Row 1 looks wrong. It is the tungsten–nitrogen bond of a WNF₅ trianion, with about five times the density of the W–F bonds in rows 2 to 5 and an energy density more than forty times as negative. Yet its Laplacian is positive, which taken alone would point to a closed-shell contact such as an ionic bond. It is even the largest Laplacian of the six, while the smallest belongs to the weakest bond, in row 6.

Bond critical points (QTAIM) of the WNF₅ trianion (charge −3, doublet), computed with PySCF 2.14.0 at the ωB97X/def2-SVPD level as a gas-phase single point on a GFN2-xTB geometry. Atoms are numbered 1 W, 2 N and 3–7 F; the energy density is the total, kinetic plus potential.

```tsv
row	density (a.u.)	first atom	second atom	laplacian (a.u.)	ellipticity	energy density (a.u.)
1	0.245	1.00000	2.000	0.445	0.000	-0.194
2	0.050	1.00000	6.000	0.209	0.673	-0.004
3	0.050	1.00000	4.000	0.208	0.673	-0.004
4	0.050	1.00000	5.000	0.208	0.674	-0.004
5	0.050	1.00000	7.000	0.208	0.673	-0.004
6	0.030	1.00000	3.000	0.100	0.000	-0.002
```

Atom 1 is tungsten and atom 2 nitrogen. Atom 3 is the fluorine opposite nitrogen, and atoms 4 to 7 are the four fluorines around the equator. Each row describes a bond critical point, the place between two bonded atoms where the density $\rho$ is lowest along the bond but highest across it.

**Row 1: a shared bond with a positive Laplacian.** The Laplacian adds three curvatures of the density, two across the bond and one along it:

$$\nabla^2\rho=\lambda_1+\lambda_2+\lambda_3 .$$

At the W–N point each sideways curvature is −0.339 a.u., far stronger than in any W–F bond, so density is indeed gathered on the bond line. The curvature along the bond, however, is +1.124 a.u. and outweighs the two together. The bond is short, and from its midst the density climbs steeply towards both atoms. The positive sum records that steepness; it does not say that the electrons are unshared.

The energies make the distinction that the Laplacian misses. With $G$ the kinetic and $V$ the potential energy density, the local virial relation reads

$$\tfrac14\nabla^2\rho=2G+V,\qquad H=G+V,$$

where $H$ is the energy density of the table. If $|V|$ lies between $G$ and $2G$, the Laplacian is positive while $H$ is negative, and both signs are correct at once. All six bonds fall in this range, but at different places: $|V|/G$ is 1.64 for W–N and only 1.08 for the equatorial W–F bonds, close to the closed-shell edge at 1. The Mayer bond order, a separate measure from the same calculation, agrees with this division: about 2.9 for W–N and 0.3 for equatorial W–F.

**Rows 2 to 5: one kind of bond.** These four bonds are equivalent, and their differences in the last digit have no chemical meaning. Their low density and barely negative energy density describe mainly ionic bonds with little sharing. They are also very long, 2.29 Å, much longer than in neutral WF₆. Repulsion within the isolated trianion may stretch them, and so may the tight-binding method that gave the structure; the data do not separate the two. Either way, the values describe stretched bonds and do not measure the usual strength of a W–F bond.

The ellipticity of 0.67 looks like a sign of double bonding, but it is a ratio: the larger sideways curvature divided by the smaller, less one. At an equatorial bond one sideways direction points towards nitrogen and the axial fluorine, the other towards neighbouring equatorial fluorines, so nothing forces the two curvatures to be equal. They differ by only 0.024 a.u., but the smaller one is itself only 0.035 a.u. in size. Placed on the W–N bond, the same difference would give an ellipticity of $0.024/0.34\approx0.07$. The large value thus owes much to a weakly curved density, and the low bond order speaks against a W–F double bond.

Part of the difference probably comes from the unpaired electron, which sits almost wholly on tungsten. In a nitride its d orbital is expected to lie in the equatorial plane, with its lobes between the fluorines. There it adds density on either side of each W–F bond but hardly any on the bond line, which flattens the density in that direction. The spin populations fit an orbital in this plane, with 0.026 on each equatorial fluorine and only 0.003 on the axial one, but the orbital itself was not inspected.

In the isolated trianion the highest occupied orbital is unbound: its energy lies above zero, and a finite basis can hold its electron artificially. The values of the table, the ellipticity among them, should therefore not be carried over as numbers to a salt or a solution.

**Row 6: the bond opposite nitrogen.** The axial W–F bond is 0.27 Å longer than the equatorial ones, and its density is 40% lower. The outer density of an atom decays roughly exponentially, so a modest stretch costs much of the overlap between the two atoms. The Laplacian falls by about half as well, because the density now climbs less steeply towards either atom. Its small value thus marks a weaker contact, not a more covalent one.

The length itself fits the well-known trans influence of nitride. Nitrogen binds strongly through the tungsten orbitals that point along the axis and leaves the fluorine opposite a poorer share of them. Tungsten also lies 0.36 Å out of the equatorial fluorine plane, on the nitrogen side. Since the geometry was fixed beforehand, the density shows what the longer bond entails but does not test why it is longer.

The ellipticity returns to zero here, as in row 1, though one bond is multiple and the other mainly ionic. Both lie on a nearly fourfold axis, which makes the two sideways directions equivalent. Two equal π bonds at right angles leave the density round, so the zero in row 1 is fully compatible with a triple bond.
